Before spending full relaxations on CO at this TiAl surface, one must decide which sites to start from. The map says to start at the titanium atoms. Moving the molecule from the titanium row to the aluminium row costs about 1.2 eV on average, far more than the 0.05 to 0.1 eV by which such thin slabs can err. Within the titanium row the choice is much less clear, and there the map should be read with care.

CO on a rigid TiAl(101) slab (2×1 cell), C and O heights relaxed at each place, computed with Ansatz 0.2.0 (PBE, PAW, no spin polarization or dispersion correction, 420 eV cutoff, 5×6×1 k mesh, 0.1 eV Gaussian smearing, dipole correction along z). Places u and v are fractions of the 2.82 and 4.96 Å surface vectors from above an Al atom; work functions are for the CO side.

```tsv
place u (fractional)	place v (fractional)	energy over the lowest point of the map (eV)	height over the top plane (Å)	work function (eV)
0.0000	0.0000	1.302	1.970	4.750
0.0000	0.1667	1.183	1.820	4.850
0.0000	0.3333	0.426	1.420	5.290
0.0000	0.5000	0.186	1.560	5.150
0.0000	0.6667	0.260	1.380	5.340
0.0000	0.8333	1.304	1.790	4.900
0.1667	0.0000	1.327	1.920	4.840
0.1667	0.1667	1.105	1.770	4.980
0.1667	0.3333	0.352	1.550	5.320
0.1667	0.5000	0.118	1.690	5.300
0.1667	0.6667	0.291	1.500	5.390
0.1667	0.8333	1.218	1.720	5.020
0.3333	0.0000	1.328	1.760	5.070
0.3333	0.1667	0.911	1.620	5.210
0.3333	0.3333	0.229	1.710	5.340
0.3333	0.5000	0.036	1.860	5.390
0.3333	0.6667	0.310	1.690	5.420
0.3333	0.8333	0.970	1.560	5.250
0.5000	0.0000	1.225	1.580	5.230
0.5000	0.1667	0.766	1.490	5.350
0.5000	0.3333	0.174	1.760	5.350
0.5000	0.5000	0.000	1.920	5.400
0.5000	0.6667	0.301	1.760	5.410
0.5000	0.8333	0.765	1.420	5.370
```

**How to read the map**

Place u runs along the atomic rows and place v across them. At v = 0 the carbon end of CO stands over the aluminium row, on top of an atom at u = 0 and over the bridge between two atoms at u = 0.5. At v = 0.5 it stands over the titanium row, where the order is reversed: bridge at u = 0, on top at u = 0.5. Energies count from the best place, which is on top of titanium.

**Height tells how the molecule fits, not how well it binds**

The heights follow from the sizes of the atoms. Carbon behaves much like a ball rolling over the top layer. With the contact distances taken from the two on-top places, the height agrees with this picture to within 0.1 Å wherever a single atom carries the carbon. Where two equal atoms share it, carbon stands on average 0.27 Å higher than the ball would. That is ordinary bonding behaviour: a bond that is shared is weaker and longer than one that isn't.

A short contact is therefore no sign of a strong bond. On top of aluminium the carbon–metal distance is 1.97 Å, shorter than the 2.08 Å on top of titanium, yet the energy there is 1.3 eV higher. What counts is the kind of atom that is touched.

**Why titanium wins**

CO binds to a metal in two ways. The filled lone pair on carbon, the 5σ orbital, gives charge to the metal, and the metal gives charge back into the empty 2π\* orbitals of the molecule. The second step needs occupied metal orbitals of the right shape and energy. The d orbitals of titanium supply them well. Aluminium has only s and p valence electrons; its p states can also give charge back, but the bond is expected to be weaker. This is the standard picture of CO on metals; the map agrees with it but doesn't look at the orbitals themselves.

Two hollows make the point almost like a controlled experiment. At u = 0, v = 0.6667 carbon touches two titanium atoms and one aluminium atom; at u = 0.5, v = 0.8333 it touches one titanium and two aluminium atoms. The nearest distances to each metal agree within 0.04 Å, but the first hollow is better by 0.5 eV. On the opposite sides of the rows the same exchange is worth about 0.3 eV. The match isn't perfect, since the first hollow lies over an atom of the second layer and the second over one of the third; pairing the four hollows by what lies beneath gives the same two differences, about 0.5 and 0.3 eV.

The places between the rows follow the same reasoning. At v = 0.1667 and at v = 0.8333 the energy falls steadily as u goes from 0 to 0.5. Along this path carbon stays beside the aluminium row, but it slides towards a titanium atom, and the nearest C–Ti distance shrinks from about 2.9 Å to about 2.3 Å. On the aluminium row itself titanium is at least 3.0 Å away, too far to help much, so the energies form a plateau only 0.1 eV wide.

**Why the titanium row is nearly flat**

One might think that a bridge with two titanium neighbours should bind twice as well as a place on top of one. It doesn't. Each of the two bonds is longer, and both titanium atoms probably compete for the same few orbitals of one molecule. A simple model puts this into numbers. Let each titanium atom at distance d couple to CO with a strength h that decays exponentially. A single orbital that couples to several neighbours feels the root of the summed squares, and if the coupling is strong, the energy gain is proportional to it:

h = exp[−(d − 2.08 Å) / 0.36 Å]

energy = 1.38 eV − 1.20 eV × √(sum of h²)

Take the bridge between two titanium atoms, where both distances are 2.22 Å. Each bond is 0.14 Å longer than on top, so h = exp(−0.14/0.36) ≈ 0.68. Two such bonds give √2 × 0.68 ≈ 0.96, almost the same as the single short bond with h = 1. The model energy is then 1.38 − 1.20 × 0.96 ≈ 0.23 eV, or 0.25 eV with unrounded numbers, against 0.19 eV in the table.

The decay length and the two energies were fitted to all 24 places, this bridge included, and the distances come from the relaxed heights. The model thus describes the map and is no independent forecast. Its typical miss is 0.08 eV. If the coupling were weak, the squares themselves would add; that form misses by 0.10 eV, so the map leans towards the first form without deciding the matter. Nor can such a fit tell attraction to titanium from a cost near aluminium, because on this surface moving away from one row means moving towards the other. That the shared bonds are longer is thus certain; that the two atoms compete for the same orbitals is only likely. The output after this text lists the misses in the order of the table.

**Where distance is not enough**

The clearest failures lie close to the best site. When carbon moves off the top of titanium towards the aluminium row, it rolls around the titanium atom and keeps its bond length of about 2.1 Å. A model built on distance sees almost no change, yet at u = 0.5 the energy rises by 0.17 eV on one side and 0.30 eV on the other. The model therefore makes the top site too poor and some of its neighbours too good.

The direction of the bond offers a good reason. The molecule is held upright while the Ti–C line leans over by 23 or 24°, so titanium, carbon and oxygen no longer lie on one line. The lone pair of carbon points along the molecular axis, and the 2π\* lobes are arranged about the same axis, so a bent arrangement loses overlap. A molecule free to tilt could win back part of this cost.

Bending can't be the whole story, because the direction of the move matters too. Two places with the same lean of 27° and the same C–Ti distance differ by 0.19 eV: the cheaper one (u = 0.1667, v = 0.5) lies towards the next titanium atom, the dearer one (u = 0.3333, v = 0.6667) towards aluminium. Two reasons are plausible, and the map doesn't separate them. At the cheaper place the next titanium atom may begin to share in the bond, though the model, which already counts this neighbour, separates the two places by only 0.02 eV. Near aluminium, by contrast, the filled lone pair may run into metal electrons that repel it and give little back.

The two sides of the titanium row are also unequal, although the top layer is almost symmetric about it. The order even changes along the row: v = 0.6667 is the cheaper side at u = 0 and 0.1667 and the dearer one at u = 0.3333 and 0.5. The second layer is not symmetric about the row and is the natural suspect, but it lies some 2.4 Å below the top plane and the map doesn't isolate its effect.

**A low point between the mesh points**

The bridge between two titanium atoms looks like a barrier of 0.19 eV along the row. The slopes of the same calculation correct this reading: at the bridge the energy still falls towards larger v, and at the next mesh point it already rises steeply. A cubic through both points and slopes gives about 0.12 eV near v = 0.58. This value is rough: the two slopes average about 1.4 eV per unit of v while the two energies rise by only 0.4 per unit, so no simple parabola fits both. What is sure is that the lowest point at u = 0 lies below 0.19 eV. The molecule can thus pass beside the exact bridge, and the cost of moving along the row is probably not much above the error of the slab.

The functional adds a doubt of its own. On several metals, platinum among them, PBE is known to favour bridges and hollows too much over on-top places, because it puts the 2π\* orbitals of CO too low. The real bridge may therefore cost more than the map says.

**What to do with it**

Start one relaxation on top of titanium and a second near the bridge, shifted to v ≈ 0.58. Let the molecule tilt and the upper metal atoms move, since a rigid surface overstates barriers. Displace the start slightly along u as well: both sites lie on mirror planes, and a molecule placed exactly on one feels no force that would take it off. A third start, with the molecule lying down and its oxygen near titanium, is also worth the effort: the map kept CO upright throughout, and clean titanium surfaces are known to split it. The place at u = 0.3333, v = 0.5 needs no start of its own, because the calculated slope leads from there to the nearby site on top of titanium.

To judge a place between the mesh points, first count the titanium atoms within about 2.3 Å of carbon. Two at about 2.2 Å are worth roughly as much as one at 2.1 Å; two at 2.28 Å already lie at 0.43 eV, and one at 2.3 Å is worth clearly less. Then ask how far the Ti–C bond leans from the axis of the molecule. A close aluminium neighbour doesn't make up for a missing titanium one, and a move towards aluminium may even cost energy.

Across the map the work function varies by 0.67 eV, which for one CO per cell corresponds to a change in surface dipole of only 0.10 e Å. It is lowest on and beside the top of aluminium, where CO is least stable, but among the twelve places near the titanium row it shows no clear order by energy, and the link is loose elsewhere too: the titanium bridge has a lower work function than the much less stable hollow at u = 0.5, v = 0.8333. For a free TiAl surface that carries CO, then, the work function depends on the adsorption site but doesn't reveal it by itself. How it depends on the amount of CO wasn't calculated here.

The analysis program printed:

```
fit of result_energy on 24 rows: constant 1.382 +/- 0.033, coefficient of sqrt(exp(-2*(d1-rt)/s) + exp(-2*(d2-rt)/s) + exp(-2*(d3-rt)/s) + exp(-2*(d4-rt)/s)) -1.199 +/- 0.046, s 0.3625; rms 0.0829, worst 0.5 0.183, leave-one-out rms 0.0941
fit of result_energy on 24 rows: constant 1.248 +/- 0.035, coefficient of exp(-2*(d1-rt)/s) + exp(-2*(d2-rt)/s) + exp(-2*(d3-rt)/s) + exp(-2*(d4-rt)/s) -1.04 +/- 0.049, s 0.4558; rms 0.102, worst 0.5 0.206, leave-one-out rms 0.115
Distances and misses:
     row  nearest C-Ti in A  nearest C-Al in A  Ti-C tilt from normal in degrees  height above rolling ball in A  strong model less computed in eV
     0.0              3.547               1.97                             53.14                               0                            0.0394
     0.0              2.948              1.999                             47.87                         0.03178                           0.04491
     0.0              2.278              2.179                             46.18                          0.3074                          -0.01811
     0.0              2.223              2.929                             39.41                          0.1929                           0.06074
     0.0              2.238              2.153                             46.62                          0.2456                           0.03441
     0.0              2.908              1.972                             47.97                        0.001776                          -0.09361
  0.1667              3.356              1.977                             51.76                        0.006997                          0.003568
  0.1667              2.718              2.009                             44.83                         0.04477                           0.06344
  0.1667              2.124              2.314                              36.5                         0.05834                          -0.04893
  0.1667              2.073              3.037                             26.99                       -0.004766                           0.02421
  0.1667               2.07              2.281                             36.83                       -0.008513                           -0.1575
  0.1667              2.662              1.965                             45.15                       -0.005233                          -0.08481
  0.3333              3.156              1.996                             52.59                         0.02906                          -0.03044
  0.3333              2.483              2.048                              44.3                         0.09914                           0.07824
  0.3333              2.102              2.557                             27.35                         0.02815                           0.03179
  0.3333              2.071              3.239                             13.14                       -0.005958                            0.1256
  0.3333              2.071              2.544                             26.88                        -0.00698                           -0.1498
  0.3333              2.418                  2                             44.74                         0.03914                          -0.05838
     0.5              3.013              2.118                             54.79                          0.2053                           0.03308
     0.5              2.345              2.212                             45.38                          0.3915                           0.04317
     0.5              2.095              2.796                             23.74                         0.01893                           0.06477
     0.5              2.077              3.439                            0.4661                       6.875e-05                            0.1831
     0.5              2.081              2.796                             22.89                        0.004273                           -0.1052
     0.5              2.272              2.166                             46.04                          0.2968                          -0.08361
Mean energy of Al row less mean of Ti row, eV: 1.211
Mean height above rolling ball where two equal atoms share C, A: 0.2732
Correlation of work function with energy: -0.8026
Dipole change for the whole span of work function, e A: 0.1036
Interpolated energy at u 0 and v 0.583, eV: 0.1218
```
